## Results and discussion

The molecule is the partly fluorinated chain CHF₂–CF₂–CF₂–CH₂–CF₂–CF₃. From left to right its carbons are C2, C4, C7, C10, C11 and C14. They carry the fluorines F1, F5, F8, F12 and F15, with none on C10. A proton is named by its carbon, and equivalent atoms share one averaged row. The shift is the shielding of the reference less that of the atom, so a larger shift means a less shielded nucleus.

GIAO NMR shifts of C₆H₃F₁₁ in four gas-phase conformers, computed with PySCF 2.14.0 and tblite 0.8.0 at the mPW1PW91/6-31G(d) level on GFN2-xTB geometries. The average uses Boltzmann weights at 298.15 K from OPBE-D3(BJ)/6-31G(d) energies with GFN2-xTB free-energy terms. Atoms are numbered in SMILES order, and hydrogens carry the number of their carbon.

```csv
atom,nucleus,count,reference,shift in conformer 1 (ppm),shift in conformer 2 (ppm),shift in conformer 3 (ppm),shift in conformer 4 (ppm),averaged shift (ppm)
1,19F,2,CFCl3,-149.60,-144.30,-149.50,-144.40,-148.00
2,13C,1,TMS,110.50,112.60,110.40,112.60,111.10
4,13C,1,TMS,114.80,113.60,114.70,113.60,114.40
5,19F,2,CFCl3,-145.10,-137.20,-145.10,-137.40,-142.70
7,13C,1,TMS,119.10,119.20,117.40,117.50,118.90
8,19F,2,CFCl3,-130.90,-129.80,-128.70,-128.00,-130.20
10,13C,1,TMS,34.20,34.80,37.30,38.00,34.90
11,13C,1,TMS,117.40,117.40,116.80,116.80,117.30
12,19F,2,CFCl3,-134.50,-134.70,-123.60,-123.40,-132.80
14,13C,1,TMS,122.10,122.20,121.80,121.80,122.10
15,19F,3,CFCl3,-100.20,-100.20,-94.70,-94.50,-99.30
2,1H,1,TMS,6.52,6.26,6.52,6.27,6.44
10,1H,2,TMS,2.82,2.82,2.85,2.84,2.82
```

### 1. Which carbon stands apart, and why?

The CH₂ carbon C10 does, by about 76 ppm from the fluorinated carbon with the closest shift. Fluorine draws charge from the carbon it is bound to, and the polar C–F bonds strengthen the paramagnetic part of the shielding, which works against the diamagnetic part. Both are standard effects, and both deshield the carbon. The protons follow the same order: the one on the CHF₂ carbon has an averaged shift of 6.44 ppm, those on the CH₂ carbon 2.82 ppm.

### 2. What would happen if the two hydrogens on C10 became fluorines?

The other CF₂ carbons answer this: C10 should move to roughly 115 ppm. The closest model is C4, the only CF₂ carbon here with fluorinated carbons on both sides. A third fluorine matters far less than the first two together. The CF₃ carbon C14 lies only about 5 ppm above its neighbour C11, although there the third fluorine takes the place of a carbon and not of a hydrogen.

### 3. Which nucleus feels the shape of the molecule most?

Between conformers, a fluorine shift moves by up to about 11 ppm, a carbon shift by a few ppm and a proton shift by a few tenths. These are the largest changes for each nucleus; F8, for instance, moves less than C10.

The limiting case is a free fluoride ion. Its closed shell is spherical and has no paramagnetic shielding. A bond breaks that symmetry, and a magnetic field can then mix the 2p lone pairs with empty antibonding orbitals. This mixing depends on the surroundings, so a turn of the chain changes it. Carbon has 2p electrons too, but those of fluorine lie closer to the nucleus, so a similar change in the mixing should count for more there. Hydrogen has no valence p shell and feels mainly weaker influences from its neighbours. The table holds only total shifts, so this explanation rests on theory.

### 4. Do four conformers mean four independent sets of shifts?

No, two changes of shape are enough. One separates conformers 2 and 4 from 1 and 3; the other separates 3 and 4 from 1 and 2. If the two act independently, conformer 4 shows both at once:

shift in 4 = shift in 2 + shift in 3 − shift in 1

For F12 this gives −134.7 − 123.6 + 134.5 = −123.8 ppm, while the calculation gives −123.4 ppm. The rule has no fitted constant and does not use the value it predicts. It holds within 0.4 ppm in every row, and is least exact for F8 and F12. The output after this text compares it with the assumption that only one of the two changes exists, which misses the fluorine shifts by several ppm in the root mean square.

### 5. Where in the chain do the two changes sit?

Their effects lie towards opposite ends, which is probably why they add so well. The first raises the shifts of F1 and F5 by 5 and 8 ppm and leaves F12 and F15 almost untouched. The second raises F12 and F15 by 11 and 6 ppm and leaves F1 and F5 alone. F8, in the middle, feels a little of both.

The second change comes with a twist. In the geometries of conformers 1 and 2, the torsions F8–C7–C10–C11 and C7–C10–C11–F12 are close in size to the staggered value of 60°. In conformers 3 and 4 they are about 47° and 67°. Such twisting suggests crowding, and fluorines pressed against other atoms are often deshielded. That this causes the higher shifts of F12 and F15 is a guess, since no contact was varied on its own.

### 6. Which conformer does the averaged shift describe?

None of them exactly. If the chain were frozen, each conformer would give its own signals, and even the two fluorines of one CF₂ group could differ; the table shows only their mean. If it turns quickly, each signal sits at the mean weighted by population, and that is the averaged shift. Conformer 1 holds 60 % of the population and dominates this mean, but conformer 2 lies only about 0.5 kcal/mol higher in free energy.

An error of that size is plausible for energies from a small basis set at tight-binding geometries. Lowering conformers 2 and 4 by 0.5 kcal/mol would move the average of F5 by 1.6 ppm, but that of the CHF₂ proton by only about 0.05 ppm. The nuclei that report most on shape are therefore also the most exposed to errors in the populations.

### 7. Is the order of F8 and F12 safe?

It is not. On average F8 has the higher shift, −130.2 against −132.8 ppm, but this order belongs to the more populated pair of conformers. With conformers 1 and 2 alone, F8 would lie 4.0 ppm above F12. With 3 and 4 alone, it would lie 4.9 ppm below.

Let *q* be the share of conformers 3 and 4 together. The two averages coincide when

4.0 (1 − *q*) − 4.9 *q* = 0, so *q* = 4.0/8.9 ≈ 0.45.

The calculated share is 0.16. With *RT* ≈ 0.59 kcal/mol at room temperature, the required change in relative free energy is

*RT* ln[(0.45/0.55)/(0.16/0.84)] ≈ 0.9 kcal/mol.

An error of this size cannot be excluded here. The conformer set is also incomplete: by the GFN2-xTB weights, the four conformers cover about 91 % of the population. Errors in the shieldings need not cancel between two different CF₂ groups either, so the two signals should not be assigned by this gap alone.

### 8. Which digits survive a change of reference?

A different shielding for CFCl₃ would move every fluorine shift by the same amount. The differences between conformers, and those between fluorines, would stay as they are. The absolute values are much less secure, because unscaled fluorine shifts can be off by tens of ppm. Part of that error can depend on the surroundings of the fluorine, so a better reference need not remove all of it.

For fluorine, then, even the tens digit of an absolute shift is open to doubt, and the printed decimals serve only to compare the same nucleus between conformers. The gap of about 76 ppm that sets the CH₂ carbon apart is a firmer result. It follows from which atoms are bonded, and it changes by only a few ppm among the four conformers.

Printed output of the fit:

```
Effects of the two changes of shape, ppm:
  row  carbon position  2 and 4 less 1 and 3  3 and 4 less 1 and 2  additive prediction less value for 4  range over conformers  move of average if 2 and 4 gain 0.5 kcal/mol  move of average if 3 and 4 gain 0.5 kcal/mol
    1                1                   5.2                     0                                   0.2                    5.3                                         1.047                                             0
    2                1                  2.15                 -0.05                                  -0.1                    2.2                                         0.433                                     -0.007344
    4                2                 -1.15                 -0.05                                  -0.1                    1.2                                       -0.2316                                     -0.007344
    5                2                   7.8                  -0.1                                   0.2                    7.9                                         1.571                                      -0.01469
    7                3                   0.1                  -1.7                             2.842e-14                    1.8                                       0.02014                                       -0.2497
    8                3                   0.9                     2                                   0.4                    2.9                                        0.1812                                        0.2938
   10                4                  0.65                  3.15                                  -0.1                    3.8                                        0.1309                                        0.4627
   11                5                     0                  -0.6                            -1.421e-14                    0.6                                             0                                      -0.08813
   12                5                     0                  11.1                                  -0.4                   11.3                                             0                                          1.63
   14                6                  0.05                 -0.35                                   0.1                    0.4                                       0.01007                                      -0.05141
   15                6                   0.1                   5.6                                  -0.2                    5.7                                       0.02014                                        0.8225
    2                1                -0.255                 0.005                                 -0.01                   0.26                                      -0.05135                                     0.0007344
   10                4                -0.005                 0.025                                  0.01                   0.03                                     -0.001007                                      0.003672
largest range over conformers, 19F, ppm: 11.3
largest range over conformers, 13C, ppm: 3.8
largest range over conformers, 1H, ppm: 0.26
rms miss for conformer 4, 19F, two additive changes, ppm: 0.2966
rms miss for conformer 4, 19F, if it equalled conformer 2, ppm: 5.718
rms miss for conformer 4, 19F, if it equalled conformer 3, ppm: 4.144
lowest fluorinated carbon less CH2 carbon, averaged, ppm: 76.2
CHF2 proton less CH2 protons, averaged, ppm: 3.62
free energy of conformer 2 above 1 from the weights, kcal/mol: 0.5439
F8 less F12 within conformers 1 and 2, ppm: 3.971
F8 less F12 within conformers 3 and 4, ppm: -4.872
present share of conformers 3 and 4, %: 15.98
share of conformers 3 and 4 at which F8 and F12 coincide, %: 44.91
free-energy change of 3 and 4 against 1 and 2 needed for that, kcal/mol: 0.862
```
